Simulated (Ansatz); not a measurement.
**Ionic part of the dielectric constant of Te2Mo, mode by mode**

Level of theory: DFT PBE, scalar-relativistic, plane waves, PAW in Ansatz. Plane waves to 420 eV; Γ-centred k mesh 12×12×2; fixed occupations. No spin polarisation. Phonons by linear response, acoustic sum rule imposed.

It takes space group P6_3/mmc (No. 194, hexagonal). Conventional cell: a = 3.557 Å, b = 3.557 Å, c = 15.343 Å, α = 90.00°, β = 90.00°, γ = 120.00°. Around Te (site symmetry 3m) lie 3 Mo at 2.74 Å. Mo (site symmetry -6m2) is surrounded by 6 Te at 2.74 Å.

The crystal is built of layers and no dispersion correction was added, so the binding between them is poorly described, and with it their spacing and whatever depends on it. Spin–orbit coupling is left out, which matters for heavy elements.

The primitive cell has V = 168.08 Å³ and ε∞,xx = 18.297. Each polar mode adds Δε = (4.92064×10⁷/V)·S/ν² along x, with S its oscillator strength in e²/amu, ν in cm⁻¹ and V in Å³.

Question: From these modes, find each Δε and ε0,xx.
```tsv
ν (cm⁻¹)	S_xx (e²/amu)
229.1	0.2905
```

Answer:
```
ν (cm⁻¹)    Δε
   229.1  1.62
```

The sum is 1.620, so ε0,xx = 19.92; the run's tensor has 19.92.

Question: Where do the longitudinal modes lie for a wave vector along x?

Answer: At 239 cm⁻¹. The Lyddane–Sachs–Teller product Π(ν_LO/ν_TO)² = 1.09 matches ε0/ε∞ = 1.09.

Cost: 1 run of about 40 core-minutes, on AMD EPYC 9R45 (Zen 5) (shared hosts).

The in-plane static response of MoTe2 is overwhelmingly electronic: the lattice adds only 1.62 to an ε∞,xx of 18.297. The large electronic part is what one expects of a covalent semiconductor with a modest gap, where transitions between hybridised Mo d and Te p states polarise easily. The single polar mode, in which the Mo and Te sublattices move against each other within the layers, is not weakly charged, however. With atoms this heavy, its oscillator strength implies a dynamical charge well above what the small electronegativity difference would suggest, probably because d–p hybridisation changes as the bonds are distorted and drives charge between the sublattices. The lattice term stays small beside the electronic one because the bonds resist this displacement. The same strong electronic screening, together with the heavy masses, keeps the longitudinal mode at 239 cm⁻¹, close to the transverse one at 229.1 cm⁻¹. Since the oscillator strength is quadratic in the effective charges, it cannot show which sublattice carries the positive dynamical charge.
